**Notes: GIDL onset in the overlap of a Ge pMOSFET, one-dimensional model**

*Model.* Gate, oxide, uniformly doped p⁺ Ge (acceptor density $N$, permittivity $\varepsilon$), no oxide or interface charge. The gate is positive against the drain, and $V'=V_{GD}-V_{FB}$, with $V_{FB}$ the flat-band voltage over the p⁺ drain. The n-body removes electrons, so the surface deep-depletes with downward bending $\psi_s>0$. $t_{ox}$ is the SiO₂-equivalent thickness, $C_{ox}=\varepsilon_{ox}/t_{ox}$.

*Electrostatics.* In the depletion approximation
$$V'=\psi_s+\gamma\sqrt{\psi_s},\quad \gamma=\frac{\sqrt{2q\varepsilon N}}{C_{ox}},\quad \sqrt{\psi_s}=\tfrac12\left(\sqrt{\gamma^2+4V'}-\gamma\right),$$
so $\psi_s$ falls as $N$ rises. Elastic tunnelling needs $E_c(0)<E_v(\text{bulk})$, that is $q\psi_s>E_g$, hence
$$N<N_c=\frac{C_{ox}^2(V'-E_g/q)^2}{2\varepsilon E_g}.$$
Gauss's law gives $F_s=(\varepsilon_{ox}/\varepsilon)(V'-\psi_s)/t_{ox}$, so at $N_c$
$$F_s=\frac{\varepsilon_{ox}}{\varepsilon}\frac{V'-E_g/q}{t_{ox}},\qquad W=\frac{2E_g}{qF_s}.$$

*Numbers.* Compiled measured values: $E_g=0.66$ eV (Wing 2021), direct gap 0.8 eV (Waroquiers 2013), $\varepsilon_r=16.2$ (Ioffe Institute). I assume $V'=1.5$ V, $t_{ox}=1$ nm and a typical $\varepsilon_{ox,r}=3.9$, so $C_{ox}=3.45$ µF/cm² and $\varepsilon/\varepsilon_{ox}=4.15$. The model gives:

| path | $N_c$ ($10^{19}$ cm⁻³) | $F_s$ (MV/cm) | $W$ (nm) |
|---|---|---|---|
| L, 0.66 eV | 2.77 | 2.02 | 6.53 |
| Γ, 0.8 eV | 1.59 | 1.69 | 9.49 |

For Ge the rule is $F_s=(V'-0.66\,\mathrm V)/(4.15\,t_{ox})$. The silicon rule $(V'-1.2\,\mathrm V)/(3t_{ox})$ would give 1.00 MV/cm.

*Exponent.* The usual form $I=AF_s e^{-B/F_s}$ assumes a uniform field. I test its exponent with two coupled bands (Kane), suited to the vertical Γ transition: $\hbar\kappa=2\sqrt{m_r\,\epsilon(1-\epsilon/E_g)}$, $\epsilon=E-E_v(x)$, $1/m_r=1/m_c+1/m_v$. Take $p=q\psi_s/E_g\ge1$ and the path at $E=E_c(0)$. With $\epsilon=E_g(1-s)$ the parabolic bending gives $F=F_s\sqrt{1-s/p}$ and $dx=E_g\,ds/qF$, so the WKB exponent $S=2\int\kappa\,dx$ is
$$S=\frac{B}{F_s}\,g(1/p),\qquad B=\frac{\pi\sqrt{m_r}\,E_g^{3/2}}{2\hbar q},$$
$$g(z)=\frac8\pi\int_0^1\!\sqrt{\frac{s(1-s)}{1-zs}}\,ds={}_2F_1\!\left(\tfrac12,\tfrac32;3;z\right).$$
A uniform field is $g(0)=1$. At $N_c$, $g(1)=16/3\pi=1.70$, because the path spans all of $W$ and ends where the field vanishes. The general form survives at $N_c$ with $B$ replaced by $1.70B$; I do not derive $A$.

With $E_g=0.8$ eV and a typical $m_r\approx0.021m_0$, $B=5.90$ MV/cm, $B/F_s=3.50$ and $S=5.94$: the uniform field overstates the transmission 11.5-fold.

Below $N_c$, with $v=qV'/E_g=1.875$, $S\propto g(1/p)/(v-p)$ and $N/N_c=[(v-p)/(v-1)]^2/p$. Since $g'$ diverges logarithmically at $z=1$, the minimum of $S$ lies at $p>1$, here near $p=1.05$, where $N=0.85N_c$ and $S=5.76$. The energy window $q\psi_s-E_g$ also closes at $N_c$. So $N_c$ is a cutoff and the current peaks below it, somewhere on the graded drain profile.

*Neglected terms, L path.* The phonon shifts the onset by at most about 37 meV (300.9 cm⁻¹, Ioffe Institute). With a typical $N_v\approx5\times10^{18}$ cm⁻³ at 300 K, the drain Fermi level at $N_c$ lies 0.09 eV below $E_v$, which empties initial states at onset. Confinement is larger. The triangular-well level $E_0=2.338\,(\hbar^2q^2F_s^2/2m_z)^{1/3}$, with a typical $m_z\approx0.12m_0$ on (100), is 0.55 eV at 2.02 MV/cm. Solving $q\psi_s=E_g+E_0(F_s)$ together with Gauss's law gives $E_0=0.37$ eV and a cutoff of $0.20N_c$. The parabolic well lies below the triangular one, so this overstates the shift. For Γ the lighter mass makes $E_0$ larger at equal field, so $S$ above tests only the field shape.

The model's $2.77\times10^{19}$ cm⁻³ is therefore a semiclassical upper estimate. Typical knowledge places GIDL generation at about $10^{18}$ to $10^{19}$ cm⁻³, so it overshoots by a factor of a few or more, in the direction that confinement indicates.